# Exchange doublet of the O 1s photoline of O$_2$

## Result

Conventions: real spatial orbitals, the same for both spins; $K_{ij}=(ij|ij)>0$ is the exchange integral; binding energies are positive; spin–orbit coupling is neglected.

1. With frozen orbitals, a closed-shell molecule has $\mathrm{IE}_i=-\varepsilon_i$ (Koopmans' theorem).
2. Let $n=2S$ singly occupied orbitals be coupled to maximum spin $S$. Ionising a closed $\sigma$ orbital $c$ gives ions of spin $S\pm\tfrac12$ with
$$\Delta=E(S-\tfrac12)-E(S+\tfrac12)=(2S+1)\bar K,\qquad \bar K=\frac1n\sum_{j=1}^{n}K_{cj}.$$
3. In the sudden, frozen-orbital limit, $I(S+\tfrac12):I(S-\tfrac12)=(S+1):S$.

## Problem

O$_2$ has the ground state $X\,^3\Sigma_g^-$, configuration $1\sigma_g^21\sigma_u^22\sigma_g^22\sigma_u^23\sigma_g^21\pi_u^41\pi_g^2$. Typical values, used as inputs: O 1s splitting $\Delta=1.1$ eV, binding energy of the lower line $543.1$ eV, bond length $R=1.21$ Å. The $1\sigma_g$ and $1\sigma_u$ holes are assumed to be unresolved. For (d) and (e), assumed screening constants from Slater's rules: $0.30$ (1s by 1s), $0.85$ (L shell by 1s), $0.35$ (within the L shell).

(a) Name and order the ion terms and give their intensities.
(b) Find $\bar K$, the upper line and the centroid.
(c) Find the gap between the $\alpha$ and $\beta$ core orbital energies.
(d) Estimate $\Delta$ from single Slater-type orbitals.
(e) Estimate the neglected relaxation.

## Answers

(a) $^4\Sigma^-$ below $^2\Sigma^-$, intensities $2:1$. (b) $\bar K=0.37$ eV, upper line $544.2$ eV, centroid $543.5$ eV. (c) $2\bar K=0.73$ eV. (d) Model value $1.3$ eV. (e) About $16$ eV on the line positions, and tens of per cent on $\bar K$.

## Why the formulas hold

**Frozen orbitals.** A determinant has $E=\sum_a h_{aa}+\tfrac12\sum_{ab}(J_{ab}-\delta_{\sigma_a\sigma_b}K_{ab})$, summed over spin orbitals. Deleting spin orbital $i$ removes every term that contains it:
$$E^{N-1}-E^{N}=-\Big[h_{ii}+\sum_b(J_{ib}-\delta_{\sigma_i\sigma_b}K_{ib})\Big]=-\varepsilon_i .$$
For a closed shell and a canonical orbital this is statement 1. For an open shell, $\varepsilon_{c\alpha}$ and $\varepsilon_{c\beta}$ denote these brackets, evaluated for the determinant with $M=S$.

**Splitting.** Among singly occupied orthogonal orbitals the spin-dependent energy is $-\sum_{i<j}K_{ij}P_{ij}$, where $P_{ij}=\tfrac12+2\,\mathbf s_i\cdot\mathbf s_j$ exchanges two spins (the Dirac identity). When the open shell has maximum spin, its spin function is symmetric in all $n$ electrons, so each $\mathbf s_j$ projects to $\mathbf S/n$. The coupling to the remaining core electron becomes $-2\bar K\,\mathbf s_c\cdot\mathbf S$ plus a constant. Since $\mathbf s_c\cdot\mathbf S=S/2$ for total spin $S+\tfrac12$ and $-(S+1)/2$ for $S-\tfrac12$, the gap is $(2S+1)\bar K$, with high spin lower. Unequal $K_{cj}$ would also mix the low-spin ion with states of recoupled open-shell spin, a second-order shift. In O$_2$ the cylindrical symmetry gives $K_{cx}=K_{cy}=K$ for $\pi_{gx}$ and $\pi_{gy}$, and the mixing vanishes.

**Intensities.** Start from $M=S$; the sums over final states do not depend on $M$. Both core electrons have the same dipole matrix element to the continuum, and its change over the interval $\Delta$ is negligible far above threshold. Removing the $\beta$ electron leaves $M=S+\tfrac12$, a pure high-spin state. Removing the $\alpha$ electron leaves $|S,S\rangle|\beta\rangle$, whose squared Clebsch–Gordan coefficients are $1/(2S+1)$ for high spin and $2S/(2S+1)$ for low spin. The totals are $(2S+2)/(2S+1)$ and $2S/(2S+1)$, in the ratio $(S+1):S$.

## Solution

**(a)** A $\sigma$ hole carries $\Lambda=0$ and is even under reflection in planes that contain the axis, so $\Sigma^-$ is kept. The terms are $^4\Sigma^-$ and $^2\Sigma^-$, each in a $g$ and a $u$ version. The gap can be shown explicitly. For $M=\tfrac12$, order the basis by the orbital that holds the $\beta$ electron ($c$, $\pi_{gx}$, $\pi_{gy}$), and let $K'=K_{xy}$:
$$H_{\rm ex}=-\begin{pmatrix}K'&K&K\\K&K&K'\\K&K'&K\end{pmatrix}.$$
The vector $(1,1,1)$ is the quartet, with energy $-2K-K'$. The vector $(2,-1,-1)$ is the doublet built on the $\pi_g^2$ triplet, with energy $K-K'$. The gap is $3K$, free of $K'$. The third vector, $(0,1,-1)$, has singlet-coupled $\pi_g$ electrons and is a component of $^2\Delta$. It is orthogonal to $(1,0,0)$, the state left by removing a core $\alpha$ electron, and receives no intensity. With $S=1$ the ratio is $2:1$: the quartet carries $2/3$ of the total and the doublet $1/3$.

**(b)**
$$\bar K=\frac{1.1\ \text{eV}}{3}=0.37\ \text{eV}.$$
The doublet lies at $543.1\ \text{eV}+1.1\ \text{eV}=544.2$ eV. The centroid lies $\tfrac{S}{2S+1}\Delta=S\bar K=0.37$ eV above the quartet, at $543.5$ eV, and $0.73$ eV below the doublet. This $\bar K$ is an effective parameter fixed by the input, and it absorbs relaxation and correlation.

**(c)** The core $\alpha$ electron exchanges with the $2S$ unpaired electrons and the $\beta$ electron does not, so $\varepsilon_{c\beta}-\varepsilon_{c\alpha}=2S\bar K=0.73$ eV. In the frozen scheme $-\varepsilon_{c\beta}$ is the quartet energy, but $-\varepsilon_{c\alpha}$ belongs to no state: its determinant is $1/3$ quartet and $2/3$ doublet, hence $\tfrac23\times3\bar K=2\bar K$ above the quartet. Reading the orbital-energy gap as the splitting gives only $2/3$ of $\Delta$. The mean of $-\varepsilon_{c\alpha}$ and $-\varepsilon_{c\beta}$ is the centroid.

**(d)** The exponents are $a=8-0.30=7.70\ a_0^{-1}$ for 1s and $b=(8-2\times0.85-5\times0.35)/2=2.275\ a_0^{-1}$ for 2p, and $\gamma=a+b=9.975\ a_0^{-1}$. Formulas are in atomic units. With normalised radial functions $P=rR(r)$, the product is $P_{1s}P_{2p}=Nr^3e^{-\gamma r}$ with $N^2=4a^3\cdot\tfrac43b^5$. The Slater integral with kernel $r_</r_>^2$ is
$$G^1=2N^2\!\int_0^\infty\! dr\,r^4e^{-\gamma r}\!\int_r^\infty\! ds\,s\,e^{-\gamma s}=N^2\frac{21}{4\gamma^7}=\frac{28\,a^3b^5}{\gamma^7}=0.0793\ E_h=2.16\ \text{eV}.$$
The angular factor for an s–p pair is $1/3$, so $K_{\rm at}=G^1/3=0.719$ eV.

Write $\pi_g=C(p_A-p_B)$ with parallel $p$ functions and $C^2=1/[2(1-S_\pi)]$. With $R=2.2866\ a_0$ and $\rho=bR=5.202$,
$$S_\pi=e^{-\rho}\Big(1+\rho+\tfrac25\rho^2+\tfrac1{15}\rho^3\Big)=0.145,\qquad C^2=0.585 .$$
For $1\sigma_{g,u}=(s_A\pm s_B)/\sqrt2$ the exchange density is $C(s_Ap_A\mp s_Bp_B)/\sqrt2$ when only one-centre products are kept. Therefore $K_{g,u}=C^2(K_{\rm at}\mp V)$ with $V=(s_Ap_A|s_Bp_B)$. A hole localised in $s_A$ gives $C^2K_{\rm at}$, the mean of the two:
$$\bar K=0.585\times0.719\ \text{eV}=0.42\ \text{eV},\qquad \Delta_{\rm model}=3\bar K=C^2G^1=1.26\ \text{eV}\approx1.3\ \text{eV}.$$
The two-centre terms are small. $V$ couples two parallel transition dipoles perpendicular to the axis, each of size $d=\langle 1s|x|2p_x\rangle=32\,a^{3/2}b^{5/2}/\gamma^5=0.0540\ a_0$. Thus $V\simeq d^2/R^3=6.6$ meV, which shifts $\Delta$ by $\mp3C^2V=\mp12$ meV. The dropped product $s_Ap_B$ has the opposite sign to $s_Ap_A$. Setting the factor $e^{-br_B}$ equal to $e^{-\rho}=0.0055$ over the core of A, the cross integral lowers $\bar K$ by about 3 per cent.

**(e)** For a hydrogenic orbital, $\epsilon(\zeta)=\zeta^2/2-Z^*\zeta/n_q$ with principal quantum number $n_q$ has its minimum at $\zeta=Z^*/n_q$, so an exponent that is off by $\delta\zeta$ costs $\delta\zeta^2/2$. A localised 1s hole raises the six L-shell exponents by $0.85/2=0.425\ a_0^{-1}$ and the remaining 1s exponent by $0.30\ a_0^{-1}$:
$$E_{\rm relax}\approx6\times\frac{0.425^2}{2}E_h+\frac{0.30^2}{2}E_h=0.587\ E_h\approx16\ \text{eV}.$$
This atomic screening estimate omits charge flow from the neighbour. It is more than ten times $\Delta$, so $-\varepsilon_{c\beta}$ lies far above the quartet line, and the frozen scheme cannot place the lines absolutely. The shift is largely common to both terms, because they share one configuration, but it acts on $\Delta$ through the orbitals. With $a=8.00\ a_0^{-1}$ and $b=2.70\ a_0^{-1}$, $G^1$ rises to $3.49$ eV, a factor $1.6$. In the opposite direction, the bonding $1\pi_u$ orbital polarises towards the ionised atom, and the orthogonal antibonding orbital, which carries the spin, moves to the other atom and lowers $C^2$ at the hole. The model does not fix the balance. Unequal relaxation of quartet and doublet also moves different shares of intensity into shake-up satellites, so the main lines need not keep exactly $2:1$.

The $1.3$ eV is therefore the model's number, uncertain by tens of per cent. It is of the same size as the typical $1.1$ eV, and no finer comparison is supported. The factor 3, the term order and the limiting ratio $2:1$ follow from spin coupling and $K>0$ alone.